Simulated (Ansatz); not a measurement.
## How basis sets differ on C3H8Ge (Ge(eta1-allyl)H3)

The species is C3H8Ge (12 atoms), meant as a singlet with charge 0. SMILES: `[H][Ge]([H])([H])[CH2]C=C`. The shape comes from GFN2-xTB, which is rough for such elements, and wasn't checked as a minimum. This is one conformer, not always the lowest.

Quantity: the HOMO–LUMO gap, in eV. The values are calculated.

```csv
level,kind,program,value (eV)
HF/STO-3G,Hartree–Fock,Ansatz,16.61
HF/3-21G,Hartree–Fock,Ansatz,13.80
HF/def2-SVP,Hartree–Fock,Ansatz,13.67
HF/def2-TZVP,Hartree–Fock,Ansatz,13.05
```

All-electron rows without a relativistic Hamiltonian named are non-relativistic. The values span 13.05 to 16.61 eV. A Hartree–Fock LUMO above zero doesn't converge with the basis: it sinks as sets grow more diffuse. Orbital gaps aren't excitation energies.

The gap narrows at every step from STO-3G to def2-TZVP, and most of the fall comes on leaving the minimal basis. With a single function per valence shell, the shape that suits the occupied orbitals also fixes the empty ones, so an antibonding combination can't expand to relieve its kinetic energy and lies too high. Splitting the valence shell removes much of that constraint. The near agreement of 3-21G and def2-SVP, at 13.80 and 13.67 eV, suggests that radial freedom matters more here than polarization functions. The further drop with def2-TZVP probably also reflects the empty level more than the occupied one.

In an allylgermane the HOMO is expected to be the C=C π orbital, raised by mixing with the Ge–C σ bond where the conformation lets them overlap. The natural valence counterpart is π*, though in the larger sets the LUMO may take on more diffuse character. The gaps alone can't establish either assignment, nor how much the germyl group shifts the levels relative to a simple alkene.
